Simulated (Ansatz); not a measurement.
# CdAg: pressure against volume scale

Periodic Kohn-Sham DFT of a crystal at fixed atoms, scaled to volume_scale times the given cell; pressure positive in compression, energy less spherical unpolarised free atoms, largest_vzz the field gradient of largest size among the nuclei. The results are calculated, by Ansatz 0.2.0.

The cell before it is scaled or strained (space group Pm-3m, No. 221):
```
CELL_PARAMETERS angstrom
3.33000 0.00000 0.00000
0.00000 3.33000 0.00000
0.00000 0.00000 3.33000
ATOMIC_POSITIONS crystal
Cd 0.50000 0.50000 0.50000
Ag 0.00000 0.00000 0.00000
```

Settings of every row: method frozen-core PAW; functional PBEsol; relativity scalar; k mesh 12x12x12; filling fermi-dirac; smearing width 0.05 eV; wave cutoff 420 eV; paw set soft_2.

Atom start moment: 0 on all atoms.

Limits: PAW files made with PBE.

```
row  volume scale  V (Å³/atom)  pressure (GPa)
  1          0.94       17.355           4.755
  2          0.96       17.724           2.321
  3          0.98       18.094           0.192
  4          0.99       18.278           -0.77
  5             1       18.463          -1.669
  6          1.01       18.648          -2.508
  7          1.02       18.832          -3.292
  8          1.04       19.202               ?
  9          1.06       19.571          -5.936
```

Question: what pressure should row 8 give?

Worked fit of pressure. Take u = (V_r/V)^(2/3) − 1 with V_r = 18.37 Å³ an atom, which is twice the finite (Eulerian) strain; such expansions in the strain, on which the Birch-Murnaghan equation of state is built, carry the rest volume and the bulk modulus. The shown rows have u = 0.03862, 0.02415, 0.01014, 0.00335, -0.00336, -0.00996, -0.01642, -0.04134. Least squares give pressure = −1.2238 + 134.13 × u + 511.99 × u² + 601 × u³ GPa; a parabola predicts inner rows, each left out in turn, worse (root mean square 0.0095 against 0.0024 GPa). The rows lie off it by 0.000, -0.002, 0.002, -0.001, 0.000, 0.002, -0.001, 0.000. The pressure vanishes at u = 0.0088, or V = 18.13 Å³ an atom, and there the bulk modulus at fixed shape and fractions is B = −V dP/dV = (2/3)(1 + u) dP/du = 96.4 GPa. The withheld row has u = -0.0291, so the fit gives −1.2238 + 134.13 × (-0.0291) + 511.99 × (-0.0291)² + 601 × (-0.0291)³ = -4.708 GPa.

The calculation gave -4.706 GPa. The fit lies 0.002 GPa (0.019 % of the column's range) below it; its largest miss of a shown row is 0.002 GPa.
